\section*{Short-range order in a regular solution: a sign slip in bcc Mo--Ta}

\subsection*{Setup}
A and B share a lattice with $z$ nearest neighbours. Per atom, $\Omega=z[\epsilon_{AB}-(\epsilon_{AA}+\epsilon_{BB})/2]$, with bond energies negative for binding, so $\Omega<0$ favours unlike neighbours. Let $P$ be the probability that a given neighbour of an A atom is B. The pair fractions are $X_{AB}=2x_AP$, $X_{AA}=x_A(1-P)$, $X_{BB}=x_B-x_AP$, and the quasi-chemical model reads
\begin{equation}
H^E=\Omega x_AP,\qquad \frac{X_{AB}^2}{X_{AA}X_{BB}}=4e^{-2u},\qquad u=\frac{\Omega}{zk_BT}. \tag{1}
\end{equation}
Only configurational terms are kept. Inputs are $z=8$, $x_A=x_B=1/2$, $T=1500$ K ($k_BT=129.3$ meV) and an assumed $\Omega=-200$ meV, so $u=-0.193$ and $\Omega x_Ax_B=-50$ meV/atom. This $\Omega$ was chosen to keep the alloy disordered at 1500 K, as is typical for Mo--Ta: the Bethe condition for B2 order, $(z-1)\tanh(|u|/2)=1$, is met at $1.0\times10^3$ K.

\subsection*{The wrong attempt (W2 and W3 are false)}
Define order as positive when unlike pairs are in excess, $P=x_B(1+a)$. The logarithm of the pair equation in (1), to first order in $a$, is $a(2+x_B/x_A+x_A/x_B)=a/(x_Ax_B)=-2u$, so
\begin{equation}
a=-2x_Ax_Bu=+0.097. \tag{W1}
\end{equation}
Call this $\alpha_1$ and insert it in the familiar formula $H^E=\Omega x_Ax_B(1-\alpha_1)$:
\begin{equation}
H^E=\Omega x_Ax_B(1+2x_Ax_Bu)=-45.2\ \text{meV/atom}. \tag{W2}
\end{equation}
Integrate $\partial(G^E/T)/\partial(1/T)=H^E$ from $1/T=0$, where $G^E/T=0$:
\begin{equation}
G^E=\Omega x_Ax_B(1+x_Ax_Bu)=-47.6\ \text{meV/atom},\qquad S^E=+\frac{(\Omega x_Ax_B)^2}{zk_BT^2}=+0.0187\,k_B. \tag{W3}
\end{equation}

\subsection*{The symptom}
At fixed composition the random arrangement has the largest configurational entropy, here $k_B\ln2=0.693\,k_B$. W3 gives a total of $0.712\,k_B$, which is impossible. Also, $G^E$ lies above $-50$ meV/atom, although the random alloy is an available trial state and so bounds $G^E$ from above. Finally, W2 has a negative heat capacity, $\partial H^E/\partial T=-0.037\,k_B$.

\subsection*{The faulty line}
W1 is a true statement about $a$. W2 fails because the factor $(1-\alpha_1)$ belongs to the Warren--Cowley convention,
\begin{equation}
\alpha_1=1-P/x_B=-a, \tag{2}
\end{equation}
negative for ordering and positive for clustering. With $a$, Eq.~(1) gives $H^E=\Omega x_Ax_B(1+a)$. Either convention works alone; mixing them moves the pair count the wrong way.

\subsection*{The mended calculation}
From (2) and W1, then (1) and the same integration, with $S^E=(H^E-G^E)/T$:
\begin{align}
\alpha_1&=\frac{2x_Ax_B\Omega}{zk_BT}=-0.097, \tag{3}\\
H^E&=\Omega x_Ax_B(1-\alpha_1)=-54.8\ \text{meV/atom}, \tag{4}\\
G^E&=\Omega x_Ax_B\left[1-\frac{\Omega x_Ax_B}{zk_BT}\right]=-52.4\ \text{meV/atom}, \tag{5}\\
S^E&=-\frac{(\Omega x_Ax_B)^2}{zk_BT^2}=-0.0187\,k_B. \tag{6}
\end{align}
For molar quantities replace $k_B$ by $R$. With $\Delta=(\Omega x_Ax_B)^2/(zk_BT)=2.4$ meV/atom, short-range order shifts $H^E$ by $-2\Delta$, and $G^E$ and $TS^E$ by $-\Delta$ each. These shifts are quadratic in $\Omega$, so $S^E<0$ for ordering and clustering alloys alike.

\subsection*{Size of the error}
The slip reverses every shift. It raises $H^E$ by $4\Delta=9.7$ meV/atom (18\% of its magnitude), $G^E$ by $2\Delta=4.8$ meV/atom (9\%), and $S^E$ by $0.037\,k_B$. At $x=1/2$ symmetry makes both excess chemical potentials equal to $G^E$, so the activity coefficient $e^{G^E/k_BT}$ comes out as 0.692 instead of 0.667, or 3.8\% high.

Two neglected terms set the precision. At $x=1/2$, Eq.~(1) solves exactly to $\alpha_1=\tanh(u/2)$, only 0.0003 from (3). The quasi-chemical model itself omits closed rings: each bcc bond lies on 12 four-site rings, which add $12\tanh^3(u/2)=-0.011$ to $\alpha_1$ and $-0.5$ meV/atom to $H^E$. This affects the last printed figure but stays far below the slip.

All these numbers are the model's. The equiatomic mixing enthalpy of Mo--Ta is typically around $-120$ meV/atom, so (4) has less than half the typical magnitude. Forcing all of it into nearest-neighbour bonds, $\Omega=-480$ meV, would put the Bethe ordering point at $2.4\times10^3$ K, above 1500 K, where the expansion about the disordered state no longer applies.